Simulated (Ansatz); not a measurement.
## A series in response cutoff on BN

Results calculated with Ansatz 0.2.0-dev, not measured. RPA correlation energy a cell on Kohn-Sham orbitals, extrapolated from a short ladder of response cutoffs, so that it still moves with the top cutoff, by eV on d, semicore and core shells, all electrons in the bands correlated, with its value at the highest cutoff run.

Structure of every row (space group F-43m, No. 216):
```
cell vectors (Å)
   0.0000     1.8318     1.8318
   1.8318     0.0000     1.8318
   1.8318     1.8318     0.0000
atoms (fractions of the cell vectors)
B   0.00000  0.00000  0.00000
N   0.25000  0.25000  0.25000
```

Settings of every row: orbitals functional PBE; datasets norm_conserving; wave cutoff 1240 eV; k mesh 4x4x4; correlated electrons 8; long wavelength term neglected; core valence term semilocal.

Limits: coarse mesh, values belong to these settings and can lie far from the converged crystal; core-valence exchange is approximate on these files.

| row | response cutoff (eV) | correlation at top cutoff (eV) | RPA correlation (eV) |
| --- | --- | --- | --- |
| 1 | 250 | -12.9979 | -13.9994 |
| 2 | 400 | ? | ? |
| 3 | 600 | -13.7766 | -14.0665 |
| 4 | 750 | -13.8556 | -14.0589 |

Question: what correlation at top cutoff should row 2 give?

Worked fit of correlation at top cutoff. The number of plane waves in the response grows as the cutoff to the power 3/2, and the result approaches its limit about as the inverse of that number, so take t = (100 eV / cutoff)^(3/2). The shown rows have t = 0.25298, 0.06804, 0.04869. Their means are 0.12324 and -13.5434 eV; the sums about the means are S_tt = 0.02544 and S_ty = 0.1069, whose ratio is the slope. Least squares give correlation at top cutoff = −14.06137 + 4.2033 × t eV. The rows lie off it by 0.0001, -0.0012, 0.0011 (root mean square 0.00094 eV). The constant, -14.0614 eV, estimates the limit in this one setting, with the others as listed. The withheld row has t = 0.125, so the fit gives −14.06137 + 4.2033 × (0.125) = -13.5360 eV.

The calculation gave -13.535 eV. The fit lies 0.0010 eV (0.12 % of the column's range) below it; its largest miss of a shown row is 0.0012 eV.

The other values of row 2: RPA correlation -14.066 eV.
